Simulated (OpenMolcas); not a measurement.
## How basis sets differ on SiH4O2 (Si(OH)2H2)

The species is SiH4O2 (7 atoms), meant as a singlet with charge 0. SMILES: `[H][Si]([H])(O)O`. The shape is that of a GFN2-xTB optimisation. This is one conformer, not always the lowest.

Each level gives the HOMO–LUMO gap (eV). The values are calculated.

| level | kind | program | value (eV) | CPU time |
| --- | --- | --- | --- | --- |
| HF/STO-3G | Hartree–Fock | OpenMolcas | 22.60 | 1.9 s |
| HF/3-21G | Hartree–Fock | OpenMolcas | 16.83 | 2 s |
| HF/def2-SVP | Hartree–Fock | OpenMolcas | 16.62 | 3.8 s |
| HF/aug-pcseg-1 | Hartree–Fock | OpenMolcas | 12.96 | 11 s |

The values span 12.96 to 22.60 eV. A Hartree–Fock LUMO above zero doesn't converge with the basis: it sinks as sets grow more diffuse. Orbital gaps aren't excitation energies. Times are those of the runs behind each value, whatever else they computed, on shared processors of several kinds: orders of magnitude only.

The gap falls in two large steps, from 22.60 eV with STO-3G to 16.83 eV with 3-21G, and again to 12.96 eV with aug-pcseg-1. Between them, 3-21G and def2-SVP nearly agree, although only the latter has polarisation functions. Radial freedom in the virtual space therefore seems to matter more here than angular freedom.

The HOMO is probably an oxygen lone pair, a compact occupied level that variational optimisation describes fairly well once the valence shell is split. In a minimal basis the empty orbitals are little more than antibonding Si–O, Si–H and O–H combinations, forced to stay compact and so pushed high in energy. Split valence functions relax them, while diffuse functions allow the LUMO to spread outside the molecule, where it probably resembles a weakly perturbed free electron more than a valence σ* orbital.

The close agreement of the two middle values thus reflects a similar confinement of the LUMO, not a settled gap. The narrowing is no sign that silanediol readily accepts an electron into a valence orbital.
